When this radical loses or gains an electron, each atom takes a share of the change. How much do the shares of eleven atoms reveal about the three hydrogens of one methyl group, atoms 6 to 8?

Hirshfeld-condensed Fukui functions of the neutral doublet radical (CH₃)₂CHOGeH₂, computed with PySCF 2.14.0 at the PBE0/def2-SVP level in the gas phase. Electron removal and attachment are vertical, at the GFN2-xTB geometry of the radical, and both ions are singlets. Row numbers are atom numbers.

| row | fukui minus (e) | computed element | fukui plus (e) |
| --- | --- | --- | --- |
| 1 | 0.031 | C | 0.016 |
| 2 | 0.022 | C | 0.011 |
| 3 | 0.014 | C | 0.009 |
| 4 | 0.118 | O | 0.071 |
| 5 | 0.411 | Ge | 0.515 |
| 6 | ? | H | ? |
| 7 | ? | H | ? |
| 8 | ? | H | ? |
| 9 | 0.046 | H | 0.035 |
| 10 | 0.009 | H | 0.004 |
| 11 | 0.031 | H | 0.030 |
| 12 | 0.016 | H | 0.012 |
| 13 | 0.122 | H | 0.127 |
| 14 | 0.108 | H | 0.113 |

The column fukui minus, $f^-$, is the electron population an atom loses when one electron is removed from the molecule. The column fukui plus, $f^+$, is the population it gains when one is added. The nuclei stay where they are in both cases, so the numbers describe the first response of the electrons and not the relaxed ions.

**Rows 1 to 5: from the carbons to germanium.** The three carbons take little part, oxygen more, and germanium by far the most, with 0.411 on removal and 0.515 on attachment. This is what theory leads one to expect of a germanium-centred radical. Its half-filled orbital sits mainly on germanium; removal empties it and attachment fills it, so both columns chiefly probe the same orbital. In the closed-shell parent molecule, with a third hydrogen on germanium, the electron would leave one orbital and enter another, and the two columns would have less reason to look alike.

**Rows 9 to 12: hydrogens on carbon.** Atoms 10, 11 and 12 belong to the same methyl group, yet they respond very differently. Atom 10 is about 3.1 Å from germanium and has an $f^-$ of only 0.009. Atom 11 is about 4.4 Å away and has 0.031. If the values simply fell with distance from germanium, the nearer hydrogen should have the larger one. The radical orbital also has a direction, so its tail need not fade evenly on all sides.

A likely reason is polarisation. Removing an electron leaves a positive charge near germanium, and the remaining electrons shift towards it. A hydrogen on the far side of its carbon then loses density to the inner atoms, while one on the near side is partly repaid. Attachment reverses the shift, so the outer hydrogen again shows the larger change.

The table does not prove this account. Atom 11 also lies opposite oxygen across the carbon–carbon bond, an arrangement that favours coupling through the bonds. Atom 9, on the carbon that carries oxygen, exceeds atom 11 although it is closer to germanium, so distance is not a general rule. Either way, a sizeable value on an outer hydrogen does not by itself mark a reactive site.

**Rows 13 and 14: hydrogens on germanium.** These two have far larger values than the known hydrogens on carbon, as expected for atoms bonded directly to the radical centre. Together with germanium they account for 0.641 of the electron removed and 0.755 of the electron added. For a germanium precursor that forms such a fragment, this places the exchange of charge mainly at the GeH₂ end. It says nothing about how fast the fragment reacts.

**Rows 6 to 8: the prediction.** Two steps lead to the three hydrogens. The first is conservation of charge: exactly one electron is removed or added, so each column must sum to 1. The known rows leave 0.072 in fukui minus and 0.057 in fukui plus for atoms 6 to 8 together.

The second step is symmetry. The two methyl groups are near mirror images, with atoms 6, 7 and 8 corresponding to atoms 10, 12 and 11. Partners agree in their distance to oxygen to within 0.03 Å. The amount left over is therefore divided in the proportions found in the other methyl group, with no fitted constant.

For atom 8 the partner is atom 11. The known methyl hydrogens sum to $0.009+0.031+0.016=0.056$, so

$$f^-_8 \approx 0.072\times\frac{0.031}{0.056}\approx 0.040 .$$

The same steps give the full forecast:

- atom 6: fukui minus 0.012 ± 0.012, fukui plus 0.005 ± 0.010
- atom 7: fukui minus 0.021 ± 0.012, fukui plus 0.015 ± 0.010
- atom 8: fukui minus 0.040 ± 0.012, fukui plus 0.037 ± 0.010

In both columns the order should be 8 > 7 > 6. The error bars are a judgement, not a statistical result. They are wide because the germanium group breaks the mirror symmetry: the two methyl carbons, atoms 1 and 3, have $f^-$ values of 0.031 and 0.014. Atom 6 is the riskiest case, since it lies nearer than atom 10 to the open side of the pyramidal germanium.

The withheld rows as computed:

| row | fukui minus (e) | computed element | fukui plus (e) |
| --- | --- | --- | --- |
| 6 | 0.016 | H | 0.010 |
| 7 | 0.021 | H | 0.016 |
| 8 | 0.036 | H | 0.032 |

**What came out.** The six values fall within their ranges, and the order is right in both columns. Atom 7 is the closest hit, with misses of about 0.001 or less. That success is weak evidence for the symmetry argument, because an equal division among the three hydrogens would also have come close.

Atom 8 is a better test. Its computed $f^-$ is 0.036, well above the equal share of 0.024, as its partner had suggested. The forecast was too high by 0.004 in fukui minus and by 0.005 in fukui plus. The contrast between inner and outer hydrogens thus carries over from one methyl group to the other, but in a milder form.

Atom 6 shows the other side of the same error. Its forecast was too low by 0.004 in fukui minus and by 0.005 in fukui plus. The latter is a small amount of charge but half of the computed value, 0.010, so for this atom the model gives little more than a size and a rank. Because the total is fixed, what was withheld from atom 6 had to go elsewhere, and it went to atom 8; the forecast for atom 7 was slightly low as well.

Why atom 6 responds more than its partner suggested is open. It may catch some of the radical orbital on the open side of germanium, a guess that a map of the spin density could test. The fukui plus column needs extra caution here, because the basis has no diffuse functions and the highest filled orbital of the anion has positive energy. The computed vertical electron affinity is positive, 1.109 eV, so by total energy the added electron is bound. Its distribution may still be described less well than the change on removal.

Over the three atoms, the mirror forecast has a root-mean-square miss of 0.003 in fukui minus, against 0.009 for an equal division; the printed output gives the comparison for both columns. The two steps deserve different degrees of trust. Conservation of charge fixes the group total whatever the mechanism, so its success is bookkeeping. The division within the group relies on similar surroundings, and it weakens where the radical centre makes them differ.

The analysis program printed:

```
GeH2 group, sum of fukui minus in e: 0.641
GeH2 group, sum of fukui plus in e: 0.755
left over for atoms 6 to 8 together, fukui minus in e: 0.072
left over for atoms 6 to 8 together, fukui plus in e: 0.057
left over divided by sum of atoms 10 to 12, fukui minus: 1.286
left over divided by sum of atoms 10 to 12, fukui plus: 1.239
largest difference in distance to O between mirror partners in angstrom: 0.02622
distance to Ge of atoms 6, 7, 8 in angstrom: 6 3.266, 7 3.789, 8 4.548
distance to Ge of atoms 10, 11, 12 in angstrom: 10 3.072, 11 4.398, 12 3.453
forecast fukui minus of atoms 6, 7, 8 in e: 6 0.01157, 7 0.02057, 8 0.03986
error bar of each fukui minus forecast in e (judgement): 0.012
computed fukui minus of atoms 6, 7, 8 in e: 6 0.016, 7 0.021, 8 0.036
forecast less computed, fukui minus of atoms 6, 7, 8 in e: 6 -0.004429, 7 -0.0004286, 8 0.003857
forecast fukui plus of atoms 6, 7, 8 in e: 6 0.004957, 7 0.01487, 8 0.03717
error bar of each fukui plus forecast in e (judgement): 0.01
computed fukui plus of atoms 6, 7, 8 in e: 6 0.01, 7 0.016, 8 0.032
forecast less computed, fukui plus of atoms 6, 7, 8 in e: 6 -0.005043, 7 -0.00113, 8 0.005174
computed total of atoms 6 to 8, fukui minus in e: 0.073
computed total of atoms 6 to 8, fukui plus in e: 0.058
equal split of the left over, fukui minus per atom in e: 0.024
equal split of the left over, fukui plus per atom in e: 0.019
rms miss of mirror forecast, fukui minus in e: 0.0034
rms miss of equal split, fukui minus in e: 0.008505
rms miss of mirror forecast, fukui plus in e: 0.004222
rms miss of equal split, fukui plus in e: 0.009292
```
